Choosing the cutoff order of a polynomial Jastrow term

A Slater-Jastrow trial function is Ψ = D↑D↓ exp(Σ u(r_ij)). Monte Carlo averages the local energy E_L = HΨ/Ψ over |Ψ|². In a periodic cell u must vanish at or before the Wigner-Seitz inradius, so that each pair interacts through one image only. A common form is

u(r) = (r − L)^C θ(L − r) Q(r), Q(r) = Σ α_l r^l, l = 0 … N_u,

where θ is the unit step. Below, a0 is the Bohr radius, m the electron mass and Eh = ħ²/(m a0²).

Cusp. The Laplacians of a pair put −(ħ²/m)(u″ + 2u′/r) into E_L. Cancelling e²/(4πε0 r) at contact requires u′(0) = Γ = 1/(2a0) = 9.45 nm⁻¹ for antiparallel spins. For parallel spins the determinant vanishes linearly, its cross term doubles 2u′/r, and Γ = 1/(4a0) = 4.72 nm⁻¹. Since u′(0) = C(−L)^(C−1) α0 + (−L)^C α1,

α1 = Γ/(−L)^C + C α0/L.

Smoothness. Near L, u ≈ (r − L)^C Q(L).
C = 1: u′ drops from Q(L) to 0, and E_L contains +(ħ²/m) Q(L) δ(r − L). Sampling never lands on the shell r = L, so the average misses this term.
C = 2: u′ is continuous, and E_L(L⁺) − E_L(L⁻) = 2(ħ²/m) Q(L), a finite jump.
C = 3: u″(L⁻) = 0, and E_L is continuous.

The cell. N = 54 electrons at rs = 4 have density 2.52×10²⁸ m⁻³. A simple cubic cell has side 1.290 nm and L = 0.645 nm. The sphere of equal volume has R = 0.800 nm, and x = L/R = (π/6)^(1/3) = 0.806 at any density. With N_u = 0 (α1 = 0) the cusp fixes α0. For antiparallel spins, C = 2 gives α0 = −Γ/(2L), and E_L falls by 1.79×10⁻¹⁹ J (1.12 eV) as a pair leaves the cutoff sphere; C = 3 gives α0 = Γ/(3L²) = 7.57 nm⁻³.

Work and memory. Count multiply-adds per pair evaluation, N − 1 of which occur per single-electron move. Distance and potential cost an assumed 10. The Sherman-Morrison determinant update costs 2(N/2)² = 1458 per move (all moves counted as accepted), or 27.5 per pair. The fixed part is c0 = 37.5. Written as one polynomial of degree D = N_u + C, u, u′ and u″ cost D + (D−1) + (D−2) by Horner's rule, needed for the fraction π/6 of pairs inside L. The alternative is a plane-wave term Σ a_k cos(k·r), updated through structure factors at an assumed 10 operations per ±k pair and move. Up to wavenumber K there are N_k = (KR)³/(9π) such pairs. Hence

c = 37.5 + (π/6)(3D − 3) + 10 N_k/53,

with the middle term absent when there is no polynomial. A sweep costs N(N − 1)c, cubic in N through the determinants. Memory is 1458 inverse-matrix entries and 1431 distances, plus N_u + 1 coefficients and N_k complex structure factors.

Solvable model. One antiparallel pair has relative coordinate r inside a reflecting sphere of radius R, V = e²/(4πε0 r), and coupling ρ = R/a0. Let ⟨ ⟩ be the uniform average over the sphere and V̄ = ⟨V⟩. The second-order energy of ψ = exp(u) is ⟨(ħ²/m)u′² + 2u(V − V̄)⟩. Its minimiser solves (ħ²/m)∇²u0 = V − V̄:

u0′ = (1 − r/R)/(2a0), E2 = −(ħ²/m)⟨u0′²⟩ = −Eh/40 = −1.09×10⁻¹⁹ J.

Integration by parts gives the relative deviation b = (ħ²/m)⟨(u′ − u0′)²⟩/|E2|. The leading variance of E_L is that of V − (ħ²/m)∇²u, written s²(Eh/ρ)².

The neglected third-order energy ⟨(u0 − ⟨u0⟩)²(V − V̄)⟩ is 0.093ρ|E2|. At rs = 4, ρ = 15.1 and this is 1.4|E2|, so that gas lends the model only its geometry and operation counts. The work figures use ρ = 1, close to 54 conduction electrons in GaAs at an assumed 10²⁵ m⁻³: with typical mass 0.067m and permittivity 12.9 (parabolic band) the effective Bohr radius is 10.2 nm, R = 10.9 nm and ρ = 1.07, in effective units.

Polynomial alone. Beyond L, u′ = 0, which leaves a floor of 5.3 % in b. With C = 1 and N_u = 1 the fit is exact inside L, with u′(L⁻) = 0.0970/a0, but the missed shell term 3(ħ²/m)L²u′(L⁻)/R³ puts the sampled energy 7.6|E2|/ρ too low at leading order, whatever the sample size. C = 1 is therefore discarded. For C = 2 write u′ − u0′ = y q(y), y = r/L, with q of degree N_u and q(1) = −u0′(L). Minimising ∫y⁴q² dy at fixed q(1) gives q(1)²/Σφ_j(1)² over the polynomials orthonormal with weight y⁴ on [0, 1], where φ_j(1)² = 2j + 5:

b = 5.3 % + 59.1 %/[(N_u + 1)(N_u + 5)].

The fit sharpens towards the kink, so s² rises: for N_u = 2, q ∝ 5 − 16y + 12y².

Plane waves. Their analogues in the sphere are sin(kr)/(kr) with z = kR solving tan z = z: z = 4.493, 7.725, 10.904, 14.066, giving N_k = 3.2, 16.3, 45.9, 98.4. They are flat at r = 0 and leave the cusp alone. Being orthogonal eigenfunctions of ∇², each removes v = 6(1 + z²)G²/z⁴ from s² and 40v/z² from b. With β = xz,

no polynomial (start b = 100 %, s² = 0.75): G = 1 − cos z
C = 2, N_u = 0: G = 1.5 sin β/β − 0.5 cos β − cos z
C = 3, N_u = 0: G = 4(1 − cos β)/β² − sin β/β − cos z.

These follow from projecting the residual (V − (ħ²/m)∇²u)/(Eh a0), which inside L is 1/r, 3/(2L) or (3 − 2y)/L respectively and 1/r outside. The rate is general: a jump in the C-th derivative on a sphere gives Fourier coefficients ∝ k^−(C+2), so the tails ∫k²·k²|u_k|²dk and ∫k²·k⁴|u_k|²dk give b ∝ K^(1−2C) and s² ∝ K^(3−2C). An unresolved cusp has u_k ∝ k⁻⁴, like C = 2. Since N_k ∝ K³, b falls as N_k⁻¹ for plane waves alone or C = 2, and as N_k^(−5/3) for C = 3.

With n modes there are P = N_u + n free parameters.

choice          P   c      b (%)    s²
C2, N_u=0       0   39.1   17.2     0.146
C3, N_u=0       0   40.6   52.4     0.266
C2, N_u=2       2   42.2   8.2      0.270
waves, n=2      2   40.6   3.25     0.210
waves, n=4      4   56.1   0.68     0.123
C2 + 1 mode     1   39.7   3.55     0.0768
C2 + 2 modes    2   42.1   0.73     0.0347
C3 + 1 mode     1   41.2   0.12     0.00231
C3 + 2 modes    2   43.7   0.025    0.00086
C3 + 3 modes    3   49.3   0.0012   0.00016

Total work. M independent samples give a root-mean-square relative deviation ε with ε² = b² + 1600 s²/(ρ²M). Optimisation is charged an assumed 10⁴ samples per parameter. At ρ = 1,

W = c [10⁴ P + 1600 s²/(ε² − b²)].

Cheapest tabulated choice for a stated ε:
30 %: C2, N_u = 0 at W = 1.5×10⁵; next is C3 + 1 mode at 4.1×10⁵.
3 %: C3 + 1 mode at 5.8×10⁵; C3 + 2 modes needs 9.4×10⁵, C2 + 2 modes 3.6×10⁶, four waves alone 1.5×10⁷. No polynomial alone passes the floor.
0.3 %: C3 + 3 modes at 2.9×10⁶; C3 + 2 modes needs 7.6×10⁶.

Best tabulated choice inside a budget, with M = W/c − 10⁴P:
3×10⁵: only P = 0 fits; C2, N_u = 0 reaches 24 %.
10⁶: C3 + 1 mode reaches 1.6 %, against 2.2 % with two modes.
10⁷: C3 + 3 modes reaches 0.12 %, against 0.26 % with two modes.

These numbers are the model's. Its interaction is unscreened, which enlarges the slope at L compared with a screened gas; a cubic cell has more independent plane-wave coefficients than the sphere has radial modes; and the crossovers move with the assumed optimisation charge. The exponents depend on none of this. Of the two parameter-free polynomials, C = 2 is the better, because C = 3 forces u to flatten early. Once plane waves are added, the jump of C = 2 limits them to the same rate as having no cusp at all, while C = 3 costs π/2 more operations per pair and lowers s² by a factor of 33 with one mode and 41 with two.